**N⁵⁺, 1s nl levels: which rows leave the charge-6 series**

The quantity is the energy E of each level above 1s² ¹S₀, from relativistic configuration interaction for both electrons. N⁵⁺ has no core, so the step from "energy CI" to "energy, CI+MBPT" adds no core-valence correlation here; it is Breit plus QED. Term purity is the weight of the named LS term in the state, and g is the Landé factor. I work with the binding energy B = IE − E, taking IE = 551.992 eV from the same calculation, because any error of 1s² cancels in B. Such an error is likely, since this IE lies 0.075 eV below the tabulated theory value; an incomplete description of 1s² correlation is a guess at the cause.

B-spline many-body code 1: no-pair Dirac configuration interaction (CI) for both electrons of N5+ (Z = 7), B-spline basis, finite nucleus of rms radius 2.5582 fm. As the ion has no core, the CI+MBPT column adds only Breit and QED to CI. Energies are relative to 1s2 1S0, and term purity is the weight of the named LS term.

```csv
configuration,term,j,parity,jj,term purity,lande g,energy CI (eV),"energy, CI+MBPT (eV)"
1s2,1S,0,even,"1/2,1/2",1.00,n/a,0,0
1s2s,3S,1,even,"1/2,1/2",1.00,2.002,419.86,419.71
1s2p,3P,1,odd,"1/2,1/2",1.00,1.501,426.36,426.22
1s2p,3P,0,odd,"1/2,1/2",1.00,n/a,426.34,426.22
1s2p,3P,2,odd,"1/2,3/2",1.00,1.501,426.41,426.25
1s2s,1S,0,even,"1/2,1/2",1.00,n/a,426.49,426.36
1s2p,1P,1,odd,"1/2,3/2",1.00,1.000,430.78,430.62
1s3s,3S,1,even,"1/2,1/2",1.00,2.002,495.00,494.85
1s3s,1S,0,even,"1/2,1/2",1.00,n/a,496.76,496.61
1s3p,3P,1,odd,"1/2,1/2",1.00,1.501,496.76,496.61
1s3p,3P,0,odd,"1/2,1/2",1.00,n/a,496.76,496.61
1s3p,3P,2,odd,"1/2,3/2",1.00,1.501,496.78,496.62
1s3d,3D,1,even,"1/2,3/2",1.00,0.4988,497.68,497.52
1s3d,3D,2,even,"1/2,3/2",0.991,1.165,497.68,497.52
1s3d,3D,3,even,"1/2,5/2",1.00,1.334,497.68,497.52
1s3d,1D,2,even,"1/2,5/2",0.991,1.002,497.72,497.56
1s3p,1P,1,odd,"1/2,3/2",1.00,1.000,498.00,497.84
1s4s,3S,1,even,"1/2,1/2",1.00,2.002,520.42,520.26
1s4s,1S,0,even,"1/2,1/2",1.00,n/a,521.13,520.97
1s4p,3P,1,odd,"1/2,1/2",1.00,1.501,521.14,520.98
1s4p,3P,0,odd,"1/2,1/2",1.00,n/a,521.13,520.98
1s4p,3P,2,odd,"1/2,3/2",1.00,1.501,521.14,520.98
1s4d,3D,1,even,"1/2,3/2",1.00,0.4988,521.51,521.35
1s4d,3D,2,even,"1/2,3/2",0.994,1.166,521.51,521.35
1s4d,3D,3,even,"1/2,5/2",1.00,1.334,521.51,521.36
1s4d,1D,2,even,"1/2,5/2",0.994,1.001,521.53,521.38
1s4f,3F,3,odd,"1/2,5/2",0.617,1.052,521.53,521.38
1s4f,3F,2,odd,"1/2,5/2",1.00,0.6659,521.53,521.38
1s4f,3F,4,odd,"1/2,7/2",1.00,1.251,521.54,521.38
1s4f,1F,3,odd,"1/2,7/2",0.617,1.032,521.54,521.38
1s4p,1P,1,odd,"1/2,3/2",1.00,1.000,521.65,521.49
1s5s,3S,1,even,"1/2,1/2",1.00,2.002,532.00,531.84
1s5s,1S,0,even,"1/2,1/2",1.00,n/a,532.36,532.20
1s5p,3P,1,odd,"1/2,1/2",1.00,1.501,532.36,532.20
1s5p,3P,0,odd,"1/2,1/2",1.00,n/a,532.36,532.21
1s5p,3P,2,odd,"1/2,3/2",1.00,1.501,532.36,532.21
```

**The smooth pattern**

One electron stays in 1s, close to the nucleus of charge 7, and the other moves outside it and sees charge 6. The simpler system is hydrogen-like carbon, with B = 36 Ry/n² for every l. The analogy holds as long as the outer orbital keeps out of the 1s cloud and nothing depends on the spin of the inner electron. It is exact to the printed digits for 4f: 551.99 − 521.38 = 30.61 eV against 30.613 eV.

Departures are measured by the quantum defect δ in B = 36 Ry/(n − δ)². What the outer electron feels near the core scales with its density there, roughly as n⁻³, as does a change of B with δ, so δ is nearly constant along a series. I fitted δ = a + b/n² to the n ≥ 2 rows of ³S, ¹S, ³P and ¹P, with triplets averaged over j. Every fitted row is met to better than 0.01 eV, about the last printed digit, though with two constants for three or four rows this is a mild test. No row jumps out of its series for n ≥ 2, but the n = 5 rows of ³S, ¹S and ³P are all bound less than the fit, by 0.004, 0.008 and 0.009 eV, the last two beyond the 0.005 eV rounding of a level; the cause of this small common drift is not shown, and the finite basis is only a guess. The residuals are in the output after this page.

**1s² is not a member of the ¹S series**

Extrapolating the ¹S fit to n = 1, a row kept out of it, gives 512.4 eV, and the run binds 39.6 eV more. Two electrons in one orbital screen each other only in part. The variational charge Z − 5/16 gives IE = 2 Ry(7 − 5/16)² − 49 Ry = 550.29 eV, low by 1.71 eV or 0.3 % of the IE. That estimate omits correlation and relativity.

**¹P is bound less than hydrogen-like carbon**

The usual order is that higher l penetrates less and approaches δ = 0 from the positive side. The ¹P rows have δ from −0.009 to −0.007, and they lie above ¹D by 0.28 eV at n = 3 and 0.11 eV at n = 4. The negative defects of 4d ¹D and 4f are of the size of the rounding.

Two first-order effects compete. Penetration of the 1s cloud exposes the extra nuclear charge and binds both spin states. Exchange, K = Gˡ(1s, nl)/(2l + 1), lowers the triplet and raises the singlet by K. Here is 2p in atomic units, with hydrogenic 1s (charge 7) and 2p (charge 6) and nothing fitted:

- The overlap density is C r³ e^(−10r) with C² = 4·7³·6⁵/24 = 444528. The Slater integral is G¹ = 2C²·(21/8)/10⁷ = 0.2334, so K = 0.0778 hartree = 2.12 eV.
- The unscreened part of the potential is (7 + 1/r)e^(−14r) and the 2p density is (6⁵/24) r⁴ e^(−6r). The penetration energy is 324·(7·24/20⁵ + 6/20⁴) = 0.0292 hartree = 0.79 eV.
- With a Dirac term of 0.03 eV added, the singlet is predicted at about −1.29 eV of extra binding. The table gives 551.99 − 430.62 − 122.45 = −1.08 eV.

The predicted splitting 2K = 4.23 eV compares with 4.38 eV in the table, and for the three p pairs the table is 2 to 4 % above the model. The model's argument for the sign is one of range: penetration is cut off by e^(−14r), whereas the exchange density carries only one factor e^(−7r) from 1s and reaches further out. The model underbinds the singlet-triplet mean of 2p by 0.28 eV, perhaps for lack of two higher-order terms: relaxation of the 2p orbital, which can only add binding, and core polarisation, which I left out for l ≤ 1 because the r⁻⁴ form needs an orbital outside the core.

For 3d the model has K = 0.022 eV against 0.012 eV from penetration and the Dirac term, and a polarisation of 0.018 eV restores the balance, so that ¹D ends near hydrogenic, as in the table. For s the model fails: the table's splitting is only 0.70 to 0.71 of 2K in all four pairs, which is no surprise, since a charge-6 ns orbital is a poor guess inside the core and is not orthogonal to 1s; what sets the factor 0.70 is not shown here. The numbers themselves show that ¹S keeps a positive defect of about 0.026, nearly that of ³P. I know of no symmetry behind this match, and for n ≥ 3 the two lie within about 0.01 eV. With three decimals the run puts 3s ¹S (496.608 eV) 3 to 13 meV below the 3p ³P levels, the reverse of n = 2, a margin too small to trust as the true order.

**2p ³P loses its interval rule**

With three decimals from the same calculation, the CI intervals are 23 meV (J = 0 to 1) and 46 meV (J = 1 to 2), the 1:2 ratio of a pure L·S term. The magnetic dipole wavelengths of the final run give −1.7 and 34.6 meV. The Breit-Pauli picture accounts for this. Let u = α²⟨r⁻³⟩ = 13.0 meV for 2p. The screened nucleus alone gives a triplet constant (Z − 1)u/4. The orbit of the outer electron also acts on the inner spin, which cuts the constant to (Z − 3)u/4, and the spin-spin interaction shifts J = 0, 1, 2 by +u, −u/2, +u/10, which no L·S term can mimic. The model intervals are 19.6 and 39.1 meV without Breit, 15 % below CI, and −6.5 and 33.9 meV with it. The close match of the upper interval is partly a cancellation of errors: the run lowers it by 11.4 meV, the model by only 5.2 from a start that is too low. The lower interval is a near cancellation, u[(Z − 3)/4 − 3/2], and even mixing with ¹P, 36.9²/4253 ≈ 0.3 meV, matters beside 1.7 meV. The final order of J = 0 and 1 is therefore not secure; a rough recalled measurement has about 1 meV the other way. The formula says that lighter heliumlike ions have J = 0 above J = 1 and heavier ones turn regular, but its zero at Z = 9 is too high by more than two units if the recalled order is right.

The same terms show in the difference between the columns. All excited levels drop by 0.12 to 0.16 eV, following the IE shift of 0.158 eV, which points to 1s² being raised. With three decimals, 2p ³P₀, ³P₁ and ³P₂ lose 0.038, 0.014 and 0.002 eV of binding, where the model gives 2u = 0.026, none, and a gain of 0.005. Each loses 0.007 to 0.014 eV more than the model, and the centroid moves by 0.010 eV, which the model's terms cannot do, so something outside it acts on the whole term. The n = 3 partners follow at about the n⁻³ share (3p ³P₀ 0.012, 3s ¹S 0.010). The other large loss is that of 2s ¹S (0.030). As 2s ³S loses only 0.006, a spin-dependent two-electron contact term fits the last better than QED of the 2s electron; this is an argument, as Breit and QED are not given apart.

**4f J = 3 has no good spin label**

Purity is 0.991 or more in every row except the two 4f J = 3 states, at 0.617. Singlet and triplet with J = l are coupled by V = (Z + 1)u√(l(l + 1))/4 across a gap 2K + (Z − 1)u/4, here 2K + 1.5u, and the purity is ½[1 + gap/√(gap² + 4V²)]. From 4d to 4f the coupling falls, from 1.60 to 0.81 meV, so growing spin-orbit strength is not the cause. The model gap collapses from 24.85 to 0.44 meV, because the centrifugal barrier removes the overlap with 1s. The model purity is 0.633. Pure jj coupling would give 4/7 = 0.571; the formula reaches that at K = 0 only without the Breit terms, and with them its limit at Z = 7 lies a little lower. It is too high in all three mixed pairs, as if the true gaps were 13 to 18 % smaller. Dropping the Breit part of V worsens all three, but a smaller K would offset that, so the comparison does not prove the Breit share. The value g = 1 + 0.617·1.002/12 = 1.052 agrees with the table, a consistency check only, since both come from one wavefunction. Higher l should mix further. So should higher Z, where V grows as (Z + 1)(Z − 1)³ and K more slowly (as Z only at large Z, faster near Z = 7); there the Breit share fades and the limit is jj coupling.

Output of the analysis:

```
Floor: 0.005 eV per level, 0.010 per difference; in defect n=2..5: 0.0000 0.0001 0.0003 0.0006
Hydrogenic 36Ry/n^2, n=1..5 (eV): 489.805 122.451 54.423 30.613 19.592
3S defects 2:+0.0758 3:+0.0723 4:+0.0712 5:+0.0699 | a +0.0694 b +0.0252 resid eV -0.000 +0.000 +0.002 -0.004
1S defects 2:+0.0255 3:+0.0261 4:+0.0265 5:+0.0253 | a +0.0265 b -0.0042 resid eV -0.000 +0.001 +0.003 -0.008
3P defects 2:+0.0264 3:+0.0259 4:+0.0258 5:+0.0245 | a +0.0254 b +0.0040 resid eV -0.000 +0.002 +0.002 -0.009
1P defects 2:-0.0089 3:-0.0075 4:-0.0073 | a -0.0065 b -0.0096 resid eV -0.000 +0.002 -0.003
3D defects 3:+0.0014 4:+0.0016
1D defects 3:+0.0003 4:-0.0001
3F defects 4:-0.0001
1F defects 4:-0.0001
1s2: defect 0.0580; Ritz extrapolation 512.4 eV, miss +39.6; Z-5/16 IE 550.29, miss +1.71
E(1S)-E(3P centroid) n=2..5 eV: +0.123 -0.006 -0.010 -0.007 ; 1P-1D n=3,4: +0.28 +0.11
nl: split table,2K model,ratio,n^3*split | pen,Dirac,pol | extra binding table/model: mean, singlet (eV)
2s: 6.650 9.4754 0.70 53.2 | 5.834 0.073 0.000 | +6.506/+5.907, +3.181/+1.169
3s: 1.760 2.4932 0.71 47.5 | 1.693 0.026 0.000 | +1.839/+1.719, +0.959/+0.473
4s: 0.710 1.0116 0.70 45.4 | 0.709 0.012 0.000 | +0.764/+0.721, +0.409/+0.216
5s: 0.360 0.5089 0.71 45.0 | 0.362 0.006 0.000 | +0.380/+0.368, +0.200/+0.114
2p: 4.383 4.2337 1.04 35.1 | 0.793 0.034 0.000 | +1.112/+0.828, -1.079/-1.289
3p: 1.224 1.1978 1.02 33.1 | 0.257 0.014 0.000 | +0.341/+0.272, -0.271/-0.327
4p: 0.510 0.4966 1.03 32.6 | 0.111 0.007 0.000 | +0.144/+0.118, -0.111/-0.130
3d: 0.040 0.0444 0.90 1.1 | 0.007 0.005 0.018 | +0.029/+0.031, +0.009/+0.008
4d: 0.025 0.0244 1.04 1.6 | 0.004 0.003 0.009 | +0.012/+0.016, -0.001/+0.004
4f: 0.000 0.0003 0.00 0.0 | 0.000 0.001 0.001 | -0.001/+0.003, -0.001/+0.003
2p 3P CI (floor 1 meV) meV: E1-E0 23.0 E2-E1 46.0, model 19.6 39.1; A,Dss run 23.0 -0.0, model 19.6 0.0
2p 3P final (M1 lines) meV: E1-E0 -1.7 E2-E1 34.6, model -6.5 33.9; A,Dss run 14.1 10.6, model 13.0 13.0
J=l mixing (meV): u, coupling V, gap model, gap implied by purity | purity table, model, model no Breit | g table, g from purity
1s2p: 13.041 36.89 4253.24 - | 1.000 0.9999 1.0000 | 1.501 1.501
1s3p: 3.864 10.93 1203.64 - | 1.000 0.9999 1.0000 | 1.501 1.501
1s3d: 0.773 3.79 45.56 39.37 | 0.991 0.9932 0.9962 | 1.165 1.166
1s4p: 1.630 4.61 499.05 - | 1.000 0.9999 1.0000 | 1.501 1.501
1s4d: 0.326 1.60 24.85 20.43 | 0.994 0.9959 0.9977 | 1.166 1.166
1s4f: 0.116 0.81 0.44 0.39 | 0.617 0.6327 0.6723 | 1.052 1.052
jj-limit purity for f: 0.571
final-CI shift eV: min -0.16 max -0.12 median -0.16; IE shift -0.158; IE-tabulated -0.075
binding lost beyond 0.015 eV floor: 1s2p 3P1 0.018; 1s2p 3P0 0.038; 1s2s 1S0 0.028
N6+ 1s binding: run 667.068, point Dirac 667.114, difference -0.046 eV (floor 0.006)
```
